Stretching this hcp indium cell along its c axis at fixed volume costs nearly four times as much energy as flattening it, comparing the two ends of the scan. Crowding of neighbouring atoms gives a simple account of why both distortions cost energy and why both raise the pressure. In its simplest form it yields only about half of the ratio between the two costs. The rest comes mainly from a response to flattening that is softer than that form predicts, for which the electrons of the metal are a possible but unproven cause.

Hcp indium (2-atom cell, a = 3.336, c = 5.509 Å, not relaxed at this level) deformed along c at fixed volume and fractional coordinates. Ansatz 0.2.0, plane-wave PAW DFT, r2SCAN, scalar-relativistic, no spin polarisation, cutoff 500 eV, k mesh 18×18×10, Gaussian smearing 0.15 eV. Free energies are relative to the starting cell; pressure is positive in compression.

```
axial ratio (over its starting value)  energy change (meV/atom)  pressure (GPa)
                                 0.85                      11.0            0.65
                                 0.92                       5.0            0.11
                                  1.0                       0.0           -0.09
                                  1.1                       6.9            0.21
                                  1.2                      42.5            1.29
```

The axial ratio is c/a divided by its starting value, so 1.2 means a cell elongated along c and 0.85 a flattened one. The crystal keeps its hcp symmetry in every row. The energy change is the cost of distorting this hcp cell, which is not indium's stable form at ordinary conditions.

**Why both directions cost energy**

Each atom has twelve near neighbours, six in its own layer and six in the layers above and below. At fixed volume, elongation pushes the atoms within a layer together and moves the layers apart; flattening does the opposite. One set of six contacts therefore shortens while the other lengthens. If neighbouring atoms repel each other, and more steeply the closer they are, the shortened contacts cost more than the lengthened ones give back. In a metal this repulsion is an effective one: it stands mostly for charged ion cores screened by the conduction electrons, and the calculation does not single it out.

A simpler system shows the principle: an atom placed midway between two fixed neighbours that repel it. Shifting it either way shortens one gap and lengthens the other, and for small shifts the energy rises with the square of the shift. The comparison holds for the competition between contacts, but the small system contains no conduction electrons, and its two directions are equivalent. In the crystal they are not.

With a for the distance within a layer and d for that between neighbours in adjacent layers, the geometry and the simplest energy law are

d = √(a²/3 + c²/4)

energy change ≈ K (d − a)²

The mean of the two distances also grows slightly on distortion, which returns part of the cost. To leading order this relief follows the same square, so K is a net stiffness and not a property of a single contact.

The cost should be lowest near the shape with twelve equal contacts, which lies at an axial ratio of about 0.99. The calculated stresses put the minimum at nearly the same place, by interpolation between the rows at 0.92 and 1.0. Symmetry does not require this agreement, because in an hcp crystal the two sets of contacts remain distinct even when their lengths coincide.

**Why the pressure rises both ways**

The pressure is an average over directions that can hide opposing stresses. At an axial ratio of 1.2 the cell pushes outward across the axis with 3.0 GPa and pulls inward along it with 2.1 GPa. The contact picture gives a positive average if the repulsion stiffens strongly as contacts shorten: the crowded contacts within the layers then gain more push than the stretched ones lose. The same argument applies to flattening, with the two sets of contacts exchanged.

A constant plus a term in (d − a)², fitted to all five pressures, reproduces them to within 0.10 GPa. The small negative pressure of the starting cell belongs to its unrelaxed dimensions and enters through the constant. The contact picture is thus compatible with the pressures on both sides of the minimum, although a fit of two constants to five points cannot prove it.

The rise in pressure has a direct meaning: a distorted cell that kept its shape but could change its volume would expand. Thermodynamics links this to the energy, since a pressure that rises on distortion means that the same distortion costs less in a larger cell. Here an increase of the volume by 1 % would lower the cost by about 11 % at 0.85 and 5 % at 1.2.

**Where the simple law falls short**

The energy law was fitted to the same five rows, with K = 178 meV/atom per Å². For the flattest cell, which was part of the fit, the estimate runs as follows:

a = 3.336 Å / 0.85^(1/3) = 3.52 Å

c = 5.509 Å × 0.85^(2/3) = 4.94 Å

d = √(3.52²/3 + 4.94²/4) Å = 3.20 Å

energy change ≈ 178 × (3.20 − 3.52)² ≈ 18 meV/atom

The full calculation gives 11.0 meV/atom, so the model overestimates the cost by about two thirds of the calculated value. At 1.2 it errs the other way, with 38 against 42.5 meV/atom. In the model, elongation to 1.2 is about twice as costly as flattening to 0.85, partly because 1.2 lies farther from the shape with twelve equal contacts. The calculated ratio is 3.9. The printed analysis below lists both fits row by row.

The stresses locate the discrepancy. From 1.1 to 1.2 the energy needed for a further 1 % change of the axial ratio more than doubles, from 2.5 to 5.6 meV/atom. From 0.92 to 0.85 it hardly grows and stays near 1.1 meV/atom, although the difference between the two contact distances doubles. The flattened crystal is crowded, as its pressure shows, yet it resists further flattening little more than before.

Part of the discrepancy may lie in the square law itself, which leaves out the higher terms of any real repulsion. Another plausible reason is that flattening lowers the energy of the conduction electrons. In a metal such as indium, a change of shape moves the gaps that the lattice opens in the electron bands. When such gaps come to lie near the highest filled levels, some occupied levels sink and fewer levels remain close to the filling limit. This gain depends on the shape of the whole lattice and is absent from a count of contacts.

The calculation contains a hint of this effect. Its electronic levels are filled with a slight smearing, and the correction for that smearing depends on how many levels lie near the filling limit. Relative to the starting cell, the correction points to fewer such levels in each distorted cell, most clearly at 0.85. This agrees with the proposed gain but does not measure it, so the electronic explanation remains a guess.

**How far the individual points can be trusted**

The rows at 0.92 and 1.1 should not be read too finely. Adding up the stresses between 1.0 and 1.1 gives a rise of 13 meV/atom, whereas the energies themselves differ by 6.9 meV/atom. Either the curve has structure between these widely spaced points, or numerical errors of several meV/atom are present. The low value at 1.1 therefore has no secure physical cause.

The asymmetry survives this test. Summed from the starting cell to the ends of the scan, the stresses give 3.3 + 8.5 ≈ 12 meV/atom for flattening and 13.1 + 35.3 ≈ 48 meV/atom for elongation. Their ratio is again about four. The energies and stresses of the same runs thus agree that the flattened end of this scan is much cheaper to reach than the elongated one.

Printed output of the fit:

```
fit of energy_change on 5 rows: coefficient of s2 178.3 +/- 20; rms 4.29, worst 0.85 7.4, leave-one-out rms 9.46
fit of pressure on 5 rows: constant -0.09263 +/- 0.047, coefficient of s2 6.558 +/- 0.43; rms 0.0551, worst 1.1 0.0953, leave-one-out rms 0.0753
Contacts and splitting model:
   row    c/a  in-layer A  between layers A  model energy meV  model pressure GPa
  0.85  1.404       3.522             3.201              18.4               0.584
  0.92  1.519        3.43             3.273             4.413             0.06966
   1.0  1.651       3.336             3.361            0.1122             -0.0885
   1.1  1.817       3.232             3.478             10.82              0.3053
   1.2  1.982       3.139               3.6             37.85                 1.3
Stress and smearing:
   row  meV per 1 % of ratio  step from stress meV  step in energy meV  smearing shift meV  percent energy per percent volume
  0.85                -1.117                   n/a                 n/a               1.058                              11.14
  0.92                 -1.04                -8.535                  -6               0.372                              6.626
   1.0                0.2381                -3.342                  -5                   0                                  0
   1.1                 2.518                 13.14                 6.9              0.4695                              7.202
   1.2                 5.585                 35.26                35.6              0.2945                              5.379
Energy at 1.2 over energy at 0.85: 3.864
Same ratio for the squared contact splitting: 2.058
Same ratio for the squared logarithm of the axial ratio: 1.259
Axial ratio where the interpolated stress difference vanishes: 0.9851
Axial ratio with twelve equal contacts: 0.9889
Free-electron size of the whole smearing term, rough, meV/atom: 2.969
```
